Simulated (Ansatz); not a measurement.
A series in volume scale on Ta

Results calculated with Ansatz 0.2.0, not measured. Periodic Kohn-Sham DFT of a crystal at fixed atoms, scaled to volume_scale times the given cell; pressure positive in compression, energy less spherical unpolarised free atoms, largest_vzz the field gradient of largest size among the nuclei.

The cell before it is scaled or strained (space group Fm-3m, No. 225):
```
cell vectors (Å)
   0.0000     2.1100     2.1100
   2.1100     0.0000     2.1100
   2.1100     2.1100     0.0000
atoms (fractions of the cell vectors)
Ta  0.00000  0.00000  0.00000
```

Settings of every row: method all-electron PAW; functional PBEsol; relativity scalar; k mesh 17x17x17; filling fermi-dirac; smearing width 0.05 eV; nucleus gaussian.

Atom start moment: 0 on all atoms.

Limits: no spin-orbit coupling on heavy atoms.

```
row  volume scale  V (Å³/atom)  pressure (GPa)
  1          0.94       17.661           6.462
  2          0.96       18.036           1.891
  3          0.98       18.412          -2.259
  4          0.99         18.6               ?
  5             1       18.788          -6.021
  6          1.01       18.976          -7.768
  7          1.02       19.164           -9.43
  8          1.04       19.539         -12.516
  9          1.06       19.915         -15.311
```

Question: what pressure should row 4 give?

Worked fit of pressure. Take u = (V_r/V)^(2/3) − 1 with V_r = 18.882 Å³ an atom, which is twice the finite (Eulerian) strain; such expansions in the strain, on which the Birch-Murnaghan equation of state is built, carry the rest volume and the bulk modulus. The shown rows have u = 0.04557, 0.03103, 0.01695, 0.00333, -0.00331, -0.00983, -0.02254, -0.03489. Least squares give pressure = −6.906 + 263.141 × u + 647.58 × u² + 329 × u³ GPa; a parabola predicts inner rows, each left out in turn, worse (root mean square 0.0062 against 0.0033 GPa). The rows lie off it by 0.001, -0.002, -0.001, 0.002, 0.002, 0.000, -0.004, 0.002. The pressure vanishes at u = 0.0247, or V = 18.2 Å³ an atom, and there the bulk modulus at fixed shape and fractions is B = −V dP/dV = (2/3)(1 + u) dP/du = 202 GPa. The withheld row has u = 0.01008, so the fit gives −6.906 + 263.141 × (0.01008) + 647.58 × (0.01008)² + 329 × (0.01008)³ = -4.187 GPa.

The calculation gave -4.186 GPa. The fit lies 0.001 GPa (0.0046 % of the column's range) below it, one unit of the last digit.
